**Repulsion-to-attraction ratio of the ions Ag2+ to Xe2+**

The table holds the total, kinetic, electron-nucleus and electron-electron energies of the doubly charged ions Ag2+ to Xe2+ from non-relativistic, configuration-averaged Hartree-Fock at the basis limit. The program tests three accounts of −Vee/Vne: counting as (N−1)/Z, a Thomas-Fermi ion with Scott and Schwinger terms, and a shell model that splits each step by the Hellmann-Feynman theorem into a proton added at fixed electron number and an electron added afterwards. Counting has the wrong sign after Cd2+, and the statistical model gives the level within 0.6 to 2.3% but only about a tenth of the fall from Cd2+ to Xe2+. The shell model, with one constant averaged over the 5s and 5p steps, follows In2+ to Xe2+ within 1.0×10⁻⁴ and misses Ag2+, which was not fitted, by 7.3×10⁻⁴. The split shows a nearly steady fall from the added proton, outweighed by the added electron only in the one 4d step.

Total energies and their kinetic, electron-nucleus (Vne) and electron-electron (Vee) parts for the doubly charged ions Ag2+ to Xe2+, computed with B-spline radial code 1. Non-relativistic Hartree-Fock at the basis-set limit, with a spherical atom, a point nucleus and an average over each configuration; [Kr] stands for the filled krypton core.

## Analysis program

```python
# Table: total energy and parts (hartree) of Ag2+ to Xe2+, B-spline radial code, non-relativistic
# Hartree-Fock, configuration average. Tested for the ratio -Vee/Vne: (A) counting (N-1)/Z,
# (B) Thomas-Fermi ion + Scott + Schwinger, (C) shell steps from Hellmann-Feynman, x = |Vne|/Z.
T = {
    'ion': ['Ag2+', 'Cd2+', 'In2+', 'Sn2+', 'Sb2+', 'Te2+', 'I2+', 'Xe2+'],
    'Z': [47, 48, 49, 50, 51, 52, 53, 54],
    'N': [45, 46, 47, 48, 49, 50, 51, 52],
    'configuration': ['[Kr] 4d9', '[Kr] 4d10', '[Kr] 4d10 5s1', '[Kr] 4d10 5s2', '[Kr] 4d10 5s2 5p1', '[Kr] 4d10 5s2 5p2', '[Kr] 4d10 5s2 5p3', '[Kr] 4d10 5s2 5p4'],
    'E': [-5196.735, -5464.334, -5739.38, -6022.178, -6312.579, -6610.803, -6916.906, -7230.944],  # hartree
    'T': [5196.74, 5464.33, 5739.38, 6022.18, 6312.58, 6610.8, 6916.91, 7230.94],  # hartree
    'Vne': [-12345.0, -12983.3, -13629.3, -14293.2, -14972.9, -15670.9, -16387.4, -17122.5],  # hartree
    'Vee': [1951.54, 2054.6, 2150.57, 2248.89, 2347.73, 2449.26, 2553.55, 2660.65],  # hartree
    'ratio': [0.1581, 0.1582, 0.1578, 0.1573, 0.1568, 0.1563, 0.1558, 0.1554],
}
import numpy as np
from scipy.integrate import solve_ivp
from scipy.optimize import brentq
from scipy.constants import physical_constants as pc
ion = T["ion"]
Z, N, E, K, V, W = (np.abs(np.array(T[k], float)) for k in ("Z", "N", "E", "T", "Vne", "Vee"))
r = W/V; x = V/Z
# ionisation energies (eV) and orbital <1/r> (1/bohr, 1s..4d) are further outputs of the same runs
I = np.array([34.85048, 36.69225, 25.55209, 27.43557, 23.92044, 26.13628, 28.38312, 30.66604])/pc["Hartree energy in eV"][0]
oCd = np.array([47.47766, 10.84156, 10.81433, 3.892697, 3.802495, 3.642107, 1.482218, 1.369755, 1.075583])
oI = np.array([52.4707, 12.06508, 12.0453, 4.42151, 4.337167, 4.194379, 1.782902, 1.678247, 1.442383])
s5, p5 = 0.6457002, 0.563952  # I2+ 5s, 5p
occ = np.array([2, 2, 6, 2, 6, 10, 2, 6, 10]); nq = np.array([1, 2, 2, 3, 3, 3, 4, 4, 4])
def tf(z, n):
    lam = 1-n/z; b = 0.5*(3*np.pi/4)**(2/3)*z**(-1/3)
    f = lambda t, y: [2*t*y[1], 2*min(max(y[0], 0.0), 10.0)**1.5]
    sh = lambda x0: solve_ivp(f, [np.sqrt(x0), 0], [0, -lam/x0], method="DOP853", rtol=1e-10, atol=1e-12).y[:, -1]
    x0 = brentq(lambda a: sh(a)[0]-1, 5, 60, xtol=1e-10); p = sh(x0)[1]
    e = -3/7*z*z/b*(p+lam**2/x0) - z*z/2 + 0.2699*z**(5/3)
    v = -z*z/b*(p+lam/x0) - z*z + 5/3*0.2699*z**(5/3)
    return e, 1-2*e/v
EB, rB = np.array([tf(z, n) for z, n in zip(Z, N)]).T
rA = r[1]*((N-1)/Z)/((N[1]-1)/Z[1])
S = 6.5 + np.minimum(N-36, 10)/16 + np.maximum(N-46, 0)/25
dx = np.diff(x); u = dx-S[:-1]; u5 = u[1:].mean()
SE = 2*(np.diff(E)-I[1:]-x[:-1])
ube = (V/E)[:-1]*E[1:]/Z[1:]-x[:-1]-S[:-1]
r3 = 1-2*(E[1:]-I[1:])/(Z[1:]*(x[:-1]+SE)); rE = 1-2*E/V
xm, Em = x.copy(), E.copy()
for k in range(1, len(Z)-1):
    xm[k+1] = xm[k]+S[k]+u5; Em[k+1] = Em[k]+xm[k]+S[k]/2+I[k+1]
xm[0] = x[1]-S[0]-u5; Em[0] = E[1]-xm[0]-S[0]/2-I[1]
rC = 1-2*Em/(Z*xm) + (r[1]-rE[1])
print(f"virial: max |T+E| = {abs(K-E).max():.3f} hartree; max |ratio-(1-2E/Vne)| = {abs(r-rE).max():.1e}")
print(f"rounding of table: ratio {(0.005/V+r*0.05/V).max():.0e}, x = |Vne|/Z {(0.05/Z).max():.4f} 1/bohr; 1/7 = {1/7:.5f}")
print("ion   N/Z     x(1/bohr) ratio    A count  B stat   C shell  C-table(1e-5) B energy error %")
for k in range(len(Z)):
    print(f"{ion[k]:5s} {N[k]/Z[k]:.4f}  {x[k]:.3f}   {r[k]:.5f}  {rA[k]:.5f}  {rB[k]:.5f}  {rC[k]:.5f}  {1e5*(rC[k]-r[k]):+6.1f}  {100*(EB[k]/E[k]-1):+.2f}")
for nm, q in (("table", r), ("A", rA), ("B", rB), ("C", rC)):
    print(f"{nm:5s} change Ag-Cd {q[1]-q[0]:+.5f} ({100*(q[1]/q[0]-1):+.2f}%), Cd-Xe {q[-1]-q[1]:+.5f} ({100*(q[-1]/q[1]-1):+.2f}%)")
print(f"B gives {100*(rB[-1]-rB[1])/(r[-1]-r[1]):.0f}% of the Cd-Xe change; B above table by {100*(rB/r-1).min():.1f} to {100*(rB/r-1).max():.1f}%")
print(f"C: fitted u (5s,5p steps) = {u5:.3f} 1/bohr, range {u[1:].min():.3f}-{u[1:].max():.3f}; 4d step u = {u[0]:.3f}")
kw = 2+np.argmax(abs(rC-r)[2:])
print(f"C: worst of In-Xe is {ion[kw]}, {rC[kw]-r[kw]:+.1e}, energy error at Xe {Em[-1]-E[-1]:+.2f} hartree; Ag2+ (not fitted, 4d step) {rC[0]-r[0]:+.1e}")
print("step to: dVee(hartree) dVee/d|Vne| | 1/bohr: dx, S hydrogenic, S from energies, u, break-even u")
for k in range(len(u)):
    print(f"{ion[k+1]:5s} {W[k+1]-W[k]:6.1f} {(W[k+1]-W[k])/(V[k+1]-V[k]):.4f} | {dx[k]:.3f} {S[k]:.3f} {SE[k]:.3f} {u[k]:.3f} {ube[k]:.3f}")
print("step to: I(hartree), dx - S from energies | ratio change (1e-5): Z up at fixed N, electron added, sum")
for k in range(len(u)):
    print(f"{ion[k+1]:5s} {I[k+1]:.3f} {dx[k]-SE[k]:.3f} | {1e5*(r3[k]-rE[k]):+.0f} {1e5*(rE[k+1]-r3[k]):+.0f} {1e5*(rE[k+1]-rE[k]):+.0f}")
a = (r3-rE[:-1])[1:].sum(); c = (rE[1:]-r3)[1:].sum()
print(f"Cd-Xe sums: fixed N {a:+.5f}, added electrons {c:+.5f} (cancel {100*c/-a:.0f}%)")
g = occ*(oI-oCd)/5
print("Cd2+ to I2+ orbitals, growth of x per unit Z (1/bohr), computed / hydrogenic:")
print("  "+", ".join(f"n={n}: {g[nq==n].sum():.3f}/{occ[nq==n].sum()/n**2:.3f}" for n in (1, 2, 3, 4))+f", total {g.sum():.3f}/{S[1]:.3f}")
val = 2*s5+3*p5
print(f"I2+ 5s+5p: {val:.3f} 1/bohr, {Z[6]*val:.0f} hartree, {100*val/x[6]:.2f}% of Vne, {100*val/(x[6]-x[1]):.1f}% of growth of x from Cd2+")
print(f"orbital <1/r> (1/bohr): Cd2+ 4d {oCd[-1]:.3f}, I2+ 5s {s5:.3f}, I2+ 5p {p5:.3f}")
assert abs(K-E).max() < 0.006
assert np.argmax(r) == 1 and np.all(np.diff(r[1:]) < 0)
assert abs(rB[-1]-rB[1]) < 0.5*abs(r[-1]-r[1])
assert u[0] > u[1:].max() and np.all(abs(SE/S[:-1]-1) < 0.05)
```

Running it gives:

```
virial: max |T+E| = 0.005 hartree; max |ratio-(1-2E/Vne)| = 3.2e-06
rounding of table: ratio 1e-06, x = |Vne|/Z 0.0011 1/bohr; 1/7 = 0.14286
ion   N/Z     x(1/bohr) ratio    A count  B stat   C shell  C-table(1e-5) B energy error %
Ag2+  0.9574  262.660   0.15808  0.15802  0.15932  0.15882   +73.4  -0.15
Cd2+  0.9583  270.485   0.15825  0.15825  0.15927  0.15825    +0.0  -0.16
In2+  0.9592  278.149   0.15779  0.15846  0.15923  0.15780    +1.2  -0.16
Sn2+  0.9600  285.864   0.15734  0.15867  0.15918  0.15733    -0.7  -0.15
Sb2+  0.9608  293.586   0.15680  0.15887  0.15914  0.15687    +7.4  -0.14
Te2+  0.9615  301.363   0.15629  0.15906  0.15909  0.15640   +10.3  -0.13
I2+   0.9623  309.196   0.15582  0.15924  0.15905  0.15591    +8.6  -0.12
Xe2+  0.9630  317.083   0.15539  0.15942  0.15900  0.15542    +2.7  -0.11
table change Ag-Cd +0.00017 (+0.11%), Cd-Xe -0.00286 (-1.81%)
A     change Ag-Cd +0.00022 (+0.14%), Cd-Xe +0.00117 (+0.74%)
B     change Ag-Cd -0.00004 (-0.03%), Cd-Xe -0.00027 (-0.17%)
C     change Ag-Cd -0.00057 (-0.36%), Cd-Xe -0.00283 (-1.79%)
B gives 10% of the Cd-Xe change; B above table by 0.6 to 2.3%
C: fitted u (5s,5p steps) = 0.541 1/bohr, range 0.517-0.562; 4d step u = 0.763
C: worst of In-Xe is Te2+, +1.0e-04, energy error at Xe -0.27 hartree; Ag2+ (not fitted, 4d step) +7.3e-04
step to: dVee(hartree) dVee/d|Vne| | 1/bohr: dx, S hydrogenic, S from energies, u, break-even u
Cd2+   103.1 0.1615 | 7.826 7.062 7.182 0.763 0.709
In2+    96.0 0.1486 | 7.664 7.125 7.243 0.539 0.692
Sn2+    98.3 0.1481 | 7.715 7.165 7.282 0.550 0.703
Sb2+    98.8 0.1454 | 7.722 7.205 7.316 0.517 0.704
Te2+   101.5 0.1455 | 7.777 7.245 7.354 0.532 0.712
I2+    104.3 0.1456 | 7.833 7.285 7.393 0.548 0.720
Xe2+   107.1 0.1457 | 7.887 7.325 7.430 0.562 0.727
step to: I(hartree), dx - S from energies | ratio change (1e-5): Z up at fixed N, electron added, sum
Cd2+  1.348 0.644 | -163 +180 +17
In2+  0.939 0.420 | -160 +114 -46
Sn2+  1.008 0.433 | -159 +114 -45
Sb2+  0.879 0.406 | -159 +105 -54
Te2+  0.960 0.423 | -157 +106 -50
I2+   1.043 0.440 | -154 +108 -47
Xe2+  1.127 0.457 | -153 +109 -44
Cd-Xe sums: fixed N -0.00942, added electrons +0.00655 (cancel 70%)
Cd2+ to I2+ orbitals, growth of x per unit Z (1/bohr), computed / hydrogenic:
  n=1: 1.997/2.000, n=2: 1.967/2.000, n=3: 1.958/2.000, n=4: 1.224/1.125, total 7.146/7.125
I2+ 5s+5p: 2.983 1/bohr, 158 hartree, 0.96% of Vne, 7.7% of growth of x from Cd2+
orbital <1/r> (1/bohr): Cd2+ 4d 1.076, I2+ 5s 0.646, I2+ 5p 0.564
```
